**Method and basis parts of the error in the Ge–H bond energy of iPrO–Ge–H**

The table holds the error of the Ge–H bond energy against a best estimate at the basis limit, for HF, MP2, CCSD, CCSD(T) and two AFQMC variants in def2-SVP and for HF, MP2 and CCSD(T) at the limit. The program splits each error into a method part and a basis part and compares each correlation step with a yardstick, 1/30 of the molecule's own step for 30 correlated electrons. The yardstick comes close to the MP2 step (636 against 622 meV), which doesn't prove it, falls short for the step to CCSD and overshoots the triples. Adding the MP2 basis shift to CCSD(T) misses the limit value by 7 meV, a common scale factor by 52 meV, with part of the additive agreement imposed by how the limit was made. CCSD, CCSD(T) and both AFQMC rows lie within 20 meV of each other, inside the 23 meV noise of the reference.

Calculated values. Ge–H bond energy of singlet iPrO–Ge–H (to doublet iPrO–Ge and H), Ansatz 0.2.0 and AFQMC 1 (own program), def2-SVP unless marked CBS, frozen cores, RHF molecule, UHF fragments, PBE0/def2-SVP geometries. The best estimate is CCSD(T) at the def2-TZVPP/QZVPP limit, with MP2 used above TZVPP, plus the def2-SVP step from CCSD(T) to released AFQMC.

## Numerical check

```python
# Table: error (meV) of the Ge-H bond energy of iPrO-Ge-H against a best estimate at the basis limit;
# HF, MP2, CCSD, CCSD(T), AFQMC (own program and Ansatz) in def2-SVP, and HF, MP2, CCSD(T) at the limit.
# Tested: error = method part + basis part; 1-of-30 electron counting for the correlation in the bond;
# additive versus scaled transfer of the MP2 basis shift to CCSD(T).
T = {
    'row_level': ['HF', 'MP2', 'CCSD', 'CCSD(T)', 'ph-AFQMC/CISD', 'released AFQMC', 'HF/CBS', 'MP2/CBS', 'CCSD(T)/CBS'],
    'row_error': [-944.0, -322.0, -197.0, -184.0, -201.0, -181.0, -960.0, -135.0, -4.0],  # meV
    'row_noise': [0.0, 0.0, 0.0, 0.0, 13.0, 23.0, 0.0, 0.0, 0.0],  # meV
}
import numpy as np
E = dict(zip(T['row_level'], T['row_error']))
S = dict(zip(T['row_level'], T['row_noise']))
hf, mp, cc, ct = E['HF'], E['MP2'], E['CCSD'], E['CCSD(T)']
ph, rel = E['ph-AFQMC/CISD'], E['released AFQMC']
hfL, mpL, ctL = E['HF/CBS'], E['MP2/CBS'], E['CCSD(T)/CBS']
best = 3164.0  # meV, best estimate from the notes of the series
# outputs of the same runs, molecule in def2-SVP, eV; geometry in Angstrom
mp2c, ccc, trip = -4.395499 - 14.68073, -20.70347, -0.62452
e_ct, e_ph, s_ph = -61738.7804, -61738.8516, 0.0088322
O, Ge, H = np.array([0.24, 1.10, -0.52]), np.array([0.31, 2.78, 0.11]), np.array([0.69, 3.37, -1.33])
a, b = O - Ge, H - Ge
ang = np.degrees(np.arccos(a @ b / np.linalg.norm(a) / np.linalg.norm(b)))
print(f"Shape: Ge-H {np.linalg.norm(b):.2f} A, Ge-O {np.linalg.norm(a):.2f} A, O-Ge-H {ang:.0f} deg")
print("Rounding: 0.5 meV per entry, up to 1 meV per difference of two entries")
print("level: bond energy eV, error in % of best estimate")
for k in T['row_level']:
    print(f"  {k}: {(best + E[k]) / 1000:.3f} eV, {100 * E[k] / best:+.1f} %")
sr = S['released AFQMC']
print(f"Method part in SVP = level less released AFQMC (noise {sr:.0f} meV)")
for k in ['HF', 'MP2', 'CCSD', 'CCSD(T)', 'ph-AFQMC/CISD']:
    print(f"  {k}: {E[k] - rel:+.0f} meV = {abs(E[k] - rel) / sr:.1f} x noise")
print(f"Basis shift SVP to limit, meV: HF {hfL - hf:+.0f}, MP2 {mpL - mp:+.0f}, CCSD(T) {ctL - ct:+.0f}")
dm, dc = (mpL - hfL) - (mp - hf), (ctL - hfL) - (ct - hf)
print(f"Correlation part of the shift, meV: MP2 {dm:+.0f}, CCSD(T) {dc:+.0f}")
print(f"Share of CCSD(T)/SVP error that is basis: {100 * (ctL - ct) / -ct:.0f} %")
print(f"Correlation in bond, meV: MP2 {mp - hf:.0f} SVP, {mpL - hfL:.0f} limit; CCSD(T) {ct - hf:.0f} SVP, {ctL - hfL:.0f} limit")
print(f"CCSD(T) correlation at limit as share of bond energy: {100 * (ctL - hfL) / best:.0f} %")
print(f"SVP recovers of limit correlation: MP2 {100 * (mp - hf) / (mpL - hfL):.0f} %, CCSD(T) {100 * (ct - hf) / (ctL - hfL):.0f} %")
print(f"MP2 less CCSD(T), meV: SVP {mp - ct:+.0f}, limit {mpL - ctL:+.0f}")
print(f"MP2/CCSD(T) correlation: bond SVP {100 * (mp - hf) / (ct - hf):.0f} %, bond limit {100 * (mpL - hfL) / (ctL - hfL):.0f} %, whole molecule SVP {100 * mp2c / (ccc + trip):.0f} %")
add = ct + (mpL - mp)
f = (mpL - hfL) / (mp - hf)
sca = hfL + f * (ct - hf)
print(f"CCSD(T) at limit, table {ctL:+.0f} meV")
print(f"  additive MP2 shift: {add:+.0f} meV, miss {add - ctL:+.0f} meV")
print(f"  common scale factor {f:.3f}: {sca:+.0f} meV, miss {sca - ctL:+.0f} meV")
print(f"  crude X^-3 law: about {100 * 8 / 27:.0f} % of the shift lies above triple zeta, made with MP2")
print(f"By construction: CCSD(T) limit + released step = {ctL + rel - ct:+.0f} meV (step {rel - ct:+.0f} meV)")
n = 30  # correlated electrons in the molecule
print("Step (SVP): molecule, implied fragment, bond, 1/30 count, miss (meV); share; bond/count")
steps = [('MP2', mp2c, mp - hf), ('CCSD-MP2', ccc - mp2c, cc - mp), ('(T)', trip, ct - cc),
         ('CCSD(T) sum', ccc + trip, ct - hf)]
for name, m, d in steps:
    m = 1000 * m
    c = -m / n
    print(f"  {name}: {m:.0f}, {m + d:.0f}, {d:.0f}, {c:.0f}, {c - d:+.0f}; {100 * d / -m:.1f} %; {d / c:.2f}")
print(f"  counting share 1/30 = {100 / n:.1f} %")
sp = S['ph-AFQMC/CISD']
dmol = 1000 * (e_ph - e_ct)
print(f"ph-AFQMC less CCSD(T), bond: {ph - ct:+.0f} +- {sp:.0f} meV = {abs(ph - ct) / sp:.1f} x noise")
print(f"  molecule total: {dmol:+.0f} +- {1000 * s_ph:.0f} meV")
print(f"  implied fragment total: {dmol + ph - ct:+.0f} +- {np.sqrt(sp ** 2 - (1000 * s_ph) ** 2):.0f} meV")
top = [cc, ct, ph, rel]
print(f"Spread of CCSD, CCSD(T), both AFQMC in SVP: {max(top) - min(top):.0f} meV, mean error {np.mean(top):+.0f} meV")
assert hf < mp < cc < ct < 0
assert hfL - hf < 0 < dc and abs(hfL - hf) < 0.2 * dc
assert abs(add - ctL) < abs(sca - ctL)
assert abs(ph - ct) < 2 * sp and max(top) - min(top) < sr
```

Running it gives:

```
Shape: Ge-H 1.60 A, Ge-O 1.80 A, O-Ge-H 92 deg
Rounding: 0.5 meV per entry, up to 1 meV per difference of two entries
level: bond energy eV, error in % of best estimate
  HF: 2.220 eV, -29.8 %
  MP2: 2.842 eV, -10.2 %
  CCSD: 2.967 eV, -6.2 %
  CCSD(T): 2.980 eV, -5.8 %
  ph-AFQMC/CISD: 2.963 eV, -6.4 %
  released AFQMC: 2.983 eV, -5.7 %
  HF/CBS: 2.204 eV, -30.3 %
  MP2/CBS: 3.029 eV, -4.3 %
  CCSD(T)/CBS: 3.160 eV, -0.1 %
Method part in SVP = level less released AFQMC (noise 23 meV)
  HF: -763 meV = 33.2 x noise
  MP2: -141 meV = 6.1 x noise
  CCSD: -16 meV = 0.7 x noise
  CCSD(T): -3 meV = 0.1 x noise
  ph-AFQMC/CISD: -20 meV = 0.9 x noise
Basis shift SVP to limit, meV: HF -16, MP2 +187, CCSD(T) +180
Correlation part of the shift, meV: MP2 +203, CCSD(T) +196
Share of CCSD(T)/SVP error that is basis: 98 %
Correlation in bond, meV: MP2 622 SVP, 825 limit; CCSD(T) 760 SVP, 956 limit
CCSD(T) correlation at limit as share of bond energy: 30 %
SVP recovers of limit correlation: MP2 75 %, CCSD(T) 79 %
MP2 less CCSD(T), meV: SVP -138, limit -131
MP2/CCSD(T) correlation: bond SVP 82 %, bond limit 86 %, whole molecule SVP 89 %
CCSD(T) at limit, table -4 meV
  additive MP2 shift: +3 meV, miss +7 meV
  common scale factor 1.326: +48 meV, miss +52 meV
  crude X^-3 law: about 30 % of the shift lies above triple zeta, made with MP2
By construction: CCSD(T) limit + released step = -1 meV (step +3 meV)
Step (SVP): molecule, implied fragment, bond, 1/30 count, miss (meV); share; bond/count
  MP2: -19076, -18454, 622, 636, +14; 3.3 %; 0.98
  CCSD-MP2: -1627, -1502, 125, 54, -71; 7.7 %; 2.30
  (T): -625, -612, 13, 21, +8; 2.1 %; 0.62
  CCSD(T) sum: -21328, -20568, 760, 711, -49; 3.6 %; 1.07
  counting share 1/30 = 3.3 %
ph-AFQMC less CCSD(T), bond: -17 +- 13 meV = 1.3 x noise
  molecule total: -71 +- 9 meV
  implied fragment total: -88 +- 10 meV
Spread of CCSD, CCSD(T), both AFQMC in SVP: 20 meV, mean error -191 meV
```
